**Q.** Here are the radial integrals over the 4f shell of praseodymium from a Dirac-Fock run. Why does j0 fall and turn negative while the other three columns rise one after another?

Radial integrals of the spherical Bessel functions j0 to j6 over the 4f shell of a neutral Pr atom in the configuration [Xe] 4f2 6s2 6p1. Calculated with Radial Dirac-Fock and Kohn-Sham solver 3 by the Dirac-Fock method for the average of configuration, with a finite nucleus of rms radius 4.8919 fm.

| sin theta over lambda (Å⁻¹) | j0 | j2 | j4 | j6 |
| --- | --- | --- | --- | --- |
| 0 | 1.000 | 0 | 0 | 0 |
| 0.05 | 0.9777 | 0.0089 | 0 | 0 |
| 0.06 | 0.9681 | 0.0126 | 0.0001 | 0 |
| 0.08 | 0.9443 | 0.0219 | 0.0003 | 0 |
| 0.09 | 0.9303 | 0.0273 | 0.0004 | 0 |
| 0.12 | 0.8808 | 0.0459 | 0.0013 | 0 |
| 0.14 | 0.8426 | 0.0597 | 0.0023 | 0.0001 |
| 0.17 | 0.7799 | 0.0815 | 0.0045 | 0.0002 |
| 0.21 | 0.6903 | 0.1105 | 0.0091 | 0.0007 |
| 0.25 | 0.5993 | 0.1369 | 0.0153 | 0.0015 |
| 0.30 | 0.4900 | 0.1638 | 0.0252 | 0.0033 |
| 0.37 | 0.3547 | 0.1879 | 0.0409 | 0.0074 |
| 0.45 | 0.2317 | 0.1971 | 0.0589 | 0.0141 |
| 0.54 | 0.1323 | 0.1900 | 0.0756 | 0.0231 |
| 0.66 | 0.0505 | 0.1643 | 0.0895 | 0.0352 |
| 0.80 | 0.0034 | 0.1269 | 0.0941 | 0.0466 |
| 0.97 | -0.0166 | 0.0855 | 0.0878 | 0.0547 |
| 1.17 | -0.0186 | 0.0498 | 0.0728 | 0.0566 |
| 1.42 | -0.0126 | 0.0232 | 0.0524 | 0.0516 |
| 1.72 | -0.0060 | 0.0081 | 0.0327 | 0.0411 |

**A.** A neutron scattered by the shell collects waves from every part of it, and the waves arrive with different phases. At zero angle they are all in step. As the angle opens, the phase difference across the shell grows and the outer parts fall out of step first. All rows come from one set of orbitals, so the shell is the same throughout and only the length scale on which it is probed changes.

Call the first column $s=\sin\theta/\lambda$. The momentum transfer is $q=4\pi s$, which is $6.6498\,s$ in bohr⁻¹ for $s$ in Å⁻¹. Each further column is

$$\langle j_l\rangle=\int_0^\infty \rho(r)\,j_l(qr)\,dr ,$$

where $\rho$ is the radial 4f density normalised to one and $j_l$ is a spherical Bessel function. At zero angle j0 carries the whole moment, spin and orbital alike; j2, j4 and j6 bring in the orbital currents and the non-spherical shape of the shell as the angle opens.

**Q.** In the row at 0.05 Å⁻¹, j2 is small and j4 and j6 are zero. Are those true zeros?

**A.** They are rounding. For small $x$, $j_l(x)\approx x^l/(2l+1)!!$, so each integral starts as $q^l\langle r^l\rangle$ over a fast-growing number. For the first two columns,

$$\langle j_0\rangle = 1-\frac{q^2\langle r^2\rangle}{6}+\frac{q^4\langle r^4\rangle}{120}-\dots,\qquad \langle j_2\rangle=\frac{q^2\langle r^2\rangle}{15}-\frac{q^4\langle r^4\rangle}{210}+\dots$$

At 0.05 Å⁻¹, $q=0.3325$ bohr⁻¹. The moments of the same run give $1-0.0227+0.0004=0.9777$ and $0.0091-0.0002=0.0089$, as tabulated. The series for j4 gives 0.000046 there, just under half a unit of the last printed digit.

This agreement tests no physics, since moments and integrals come from one density. It does show that the early fall of j0 and the early rise of j2 are set by the same $\langle r^2\rangle$: their ratio tends to $15/6=2.5$ and is 2.51 in this row. The series cut at $q^6$ is of short use. It is off by 0.0003 in j0 at 0.14 Å⁻¹ and by 0.10 at 0.30 Å⁻¹. The pure powers fade just as early: by the time j6 is large enough to read, between 0.21 and 0.30 Å⁻¹, its logarithmic slope is only about 4.35, against the limit of 6.

**Q.** And the order of the maxima?

**A.** That belongs to the Bessel functions. A thin shell of radius $r$ would give $j_l(qr)$ itself, whose first maxima lie at $x=3.34$, 5.65 and 7.85 for $l=2$, 4 and 6, each lower than the one before. The largest listed values come at 0.45, 0.80 and 1.17 Å⁻¹. Dividing $x$ by $q$ gives a radius of 1.0 to 1.1 bohr in all three cases, close to the rms radius of 1.109 bohr. The true maxima lie somewhere between the neighbouring rows, so these radii are good to some 20 %, but the three intervals do not overlap and the order is safe.

**Q.** Doesn't a negative j0 mean a node in the orbital, or a reversed moment somewhere?

**A.** Neither is needed. The density is positive everywhere and a 4f function has no radial node; the sign comes from $j_0(x)=\sin x/x$, which is negative for $x$ between $\pi$ and $2\pi$. In the row at 1.17 Å⁻¹, $q=7.78$ bohr⁻¹, so that negative lobe covers radii from 0.40 to 0.81 bohr, with positive lobes on both sides. The tabulated −0.0186 is the small remainder of this cancellation, 9 % of the bare minimum of −0.217.

The maxima of j2, j4 and j6 keep 64, 47 and 37 % of their bare heights. The argument for the difference is that their first lobe is their largest and nothing of opposite sign lies inside it, whereas the dip of j0 must overcome the tall positive lobe at small $r$. The share drops with $l$ because at larger $q$ the first lobe spans a narrower range of radii and catches less of the shell.

**Q.** Could I get these curves from a hydrogen-like 4f orbital of the right size?

**A.** It is worth trying. Take $\rho\propto r^8e^{-ar}$. Then $\langle r^2\rangle=9\cdot10/a^2$, and the run's 1.2296 bohr² fixes $a=8.555$ bohr⁻¹; nothing is fitted to any row of the table. Integrating $r^7e^{-ar}\sin(qr)/q$ and setting $\tan\phi=q/a$ gives

$$\langle j_0\rangle=\frac{\cos^8\phi\,\sin 8\phi}{8\tan\phi}.$$

At 0.45 Å⁻¹, $q=2.992$ bohr⁻¹, $\tan\phi=0.350$ and $\phi=19.28^\circ$. Then $\cos^8\phi=0.630$ and $\sin8\phi=0.435$, so $\langle j_0\rangle=0.630\times0.435/2.80=0.098$. The table has 0.2317, more than twice as much.

The estimate has the right initial curvature by construction. It also gives the sign change without a node and the order of the maxima. Its zero, at $\phi=\pi/8$, falls at 0.53 Å⁻¹, while the table crosses between 0.80 and 0.97. It dips about three times too deep and turns positive again at 1.29 Å⁻¹, where the table stays negative to its last row. Its three maxima are all too high. The output printed below gives the differences row by row.

**Q.** So the size is right and the shape is wrong?

**A.** Yes, and the moments show in what way. The ratio $\langle r^4\rangle/\langle r^2\rangle^2$ is 1 for a thin shell, 1.47 for the hydrogen-like density and 2.41 in the run; for $\langle r^6\rangle$ the gap is wider still. The computed density is much more spread in radius, with weight far out. At small angles the consequence can be read off the series: the larger $\langle r^4\rangle$ holds j0 above the estimate, j2 below it and j4 above it, which are the signs found from 0.08 to 0.14 Å⁻¹. The same signs last to 0.30 Å⁻¹, but there the short series no longer explains them.

At larger angles the link is an argument. If a tail supplies much of $\langle r^2\rangle$, the bulk of the density must lie further in than that of a single exponential with the same $\langle r^2\rangle$. The tail dephases early, the compact bulk stays in the positive lobe of $j_0$ longer, and the zero comes late. A wider spread of radii also cancels more, which lowers the extremes.

The shape has a standard cause, screening. The inner part of the 4f orbital lies inside the 5s and 5p shells and feels a large effective charge, while the outer part is screened by nearly all other electrons and decays slowly, at a rate set by the modest binding energy. One exponent cannot serve both regions. One run does not separate this from the relativistic change of the screening.

**Q.** What would change for a real praseodymium magnet?

**A.** The curves depend on $s$ through $qr$, so a tighter shell of like shape stretches them all to larger angle in inverse proportion to its radius. That is the direction along the lanthanide contraction. This run is the excited neutral atom 4f² 6s² 6p¹. In the ground configuration 4f³ 6s² the third f electron adds screening, which argues for a wider shell and a faster fall. Pr³⁺ has the same f count as this run; my guess is that removing the outer electrons trims the tail, and hence $\langle r^4\rangle$ and $\langle r^6\rangle$, more than the bulk.

Nor is j0 alone what is measured. The configuration average selects no term and has no spin polarisation, correlation or crystal, and the open 6p shell is outside these integrals, so the angular coefficients must come from elsewhere. In the dipole approximation, meant for small $q$, the form factor is $\langle j_0\rangle+\frac{2-g}{g}\langle j_2\rangle$ with $g$ the Landé factor. For the ³H₄ level $g=4/5$ and the coefficient is 1.5. Used with these integrals as an illustration, it gives $0.2317+1.5\times0.1971=0.527$ at 0.45 Å⁻¹, and the coefficient of $q^2\langle r^2\rangle$ in the initial fall is $1/6-1.5/15$, or 40 % of that of j0.

Output of the analysis:

```
rounding of table +-0.00005; q[1/bohr] = 6.6498*s[1/A]; rms 4f radius 1.109 bohr = 0.587 A
<r4>/<r2>^2: run 2.41, hydrogen-like 1.47; <r6>/<r2>^3: run 11.97, hydrogen-like 2.97; thin shell 1
hydrogen-like density r^8 exp(-a r): a = 8.555 1/bohr, density peak at 0.935 bohr
s[1/A]  q*rms | hydrogen-like minus table: j0 j2 j4 j6 | table j0+1.5*j2
0.05   0.37 | -0.0001 +0.0000 +0.0000 +0.0000 | 0.9910
0.06   0.44 | -0.0003 +0.0002 -0.0000 +0.0000 | 0.9870
0.08   0.59 | -0.0008 +0.0005 -0.0001 +0.0000 | 0.9772
0.09   0.66 | -0.0014 +0.0007 -0.0001 +0.0000 | 0.9713
0.12   0.88 | -0.0041 +0.0022 -0.0004 +0.0000 | 0.9496
0.14   1.03 | -0.0070 +0.0039 -0.0007 -0.0001 | 0.9322
0.17   1.25 | -0.0138 +0.0074 -0.0012 -0.0001 | 0.9022
0.21   1.55 | -0.0271 +0.0141 -0.0019 -0.0005 | 0.8560
0.25   1.84 | -0.0450 +0.0225 -0.0021 -0.0009 | 0.8047
0.30   2.21 | -0.0710 +0.0333 -0.0012 -0.0016 | 0.7357
0.37   2.73 | -0.1067 +0.0443 +0.0036 -0.0026 | 0.6366
0.45   3.32 | -0.1338 +0.0445 +0.0133 -0.0025 | 0.5273
0.54   3.98 | -0.1381 +0.0281 +0.0258 +0.0008 | 0.4173
0.66   4.87 | -0.1084 -0.0083 +0.0352 +0.0098 | 0.2969
0.80   5.90 | -0.0559 -0.0449 +0.0289 +0.0211 | 0.1938
0.97   7.15 | -0.0080 -0.0608 +0.0059 +0.0255 | 0.1116
1.17   8.63 | +0.0140 -0.0505 -0.0192 +0.0163 | 0.0561
1.42  10.47 | +0.0144 -0.0280 -0.0311 -0.0023 | 0.0222
1.72  12.68 | +0.0074 -0.0104 -0.0270 -0.0160 | 0.0061
worst rows: j0 -0.1381 at s=0.54; j2 -0.0608 at s=0.97; j4 +0.0352 at s=0.66; j6 +0.0255 at s=0.97
moment series to q^6 minus table (j0 j2 j4 j6), and table ratio (1-j0)/j2 (limit 2.5)
s=0.05  +0.0000 -0.0000 +0.0000 +0.0000  ratio 2.51
s=0.09  -0.0000 -0.0000 +0.0000 +0.0000  ratio 2.55
s=0.14  -0.0003 +0.0003 -0.0001 +0.0000  ratio 2.64
s=0.21  -0.0074 +0.0053 -0.0024 +0.0005  ratio 2.80
s=0.30  -0.1038 +0.0736 -0.0317 +0.0071  ratio 3.11
s=0.45  -1.8060 +1.2612 -0.5187 +0.1041  ratio 3.90
series values behind rounded zeros: j4(0.05) = 0.000046, j6(0.12) = 0.000043
log slope of j2, s=0.05-0.09: 1.91 +- 0.01 from rounding (limit 2)
log slope of j4, s=0.12-0.17: 3.56 +- 0.14 from rounding (limit 4)
log slope of j6, s=0.21-0.30: 4.35 +- 0.24 from rounding (limit 6)
extremes (j0 minimum, others maximum): table | bare Bessel | hydrogen-like
j0: -0.0186 at s=1.17 (0.97-1.42) | -0.217 at x=4.49, table/bare 0.09, x/q 0.58 bohr | -0.0609 at s=0.71
j2: 0.1971 at s=0.45 (0.37-0.54) | 0.307 at x=3.34, table/bare 0.64, x/q 1.12 bohr | 0.2423 at s=0.43
j4: 0.0941 at s=0.80 (0.66-0.97) | 0.202 at x=5.65, table/bare 0.47, x/q 1.06 bohr | 0.1275 at s=0.72
j6: 0.0566 at s=1.17 (0.97-1.42) | 0.154 at x=7.85, table/bare 0.37, x/q 1.01 bohr | 0.0805 at s=0.99
j0 zero: table between s=0.80 and 0.97 (pi/q = 0.59 to 0.49 bohr)
j0 zero: thin shell at rms radius s=0.426; hydrogen-like s=0.533, second zero s=1.287
half height (linear interpolation): j0 at s=0.30, j0+1.5*j2 at s=0.47
initial fall per q^2<r2>: j0 0.1667, j0+1.5*j2 0.0667, ratio 0.40
```
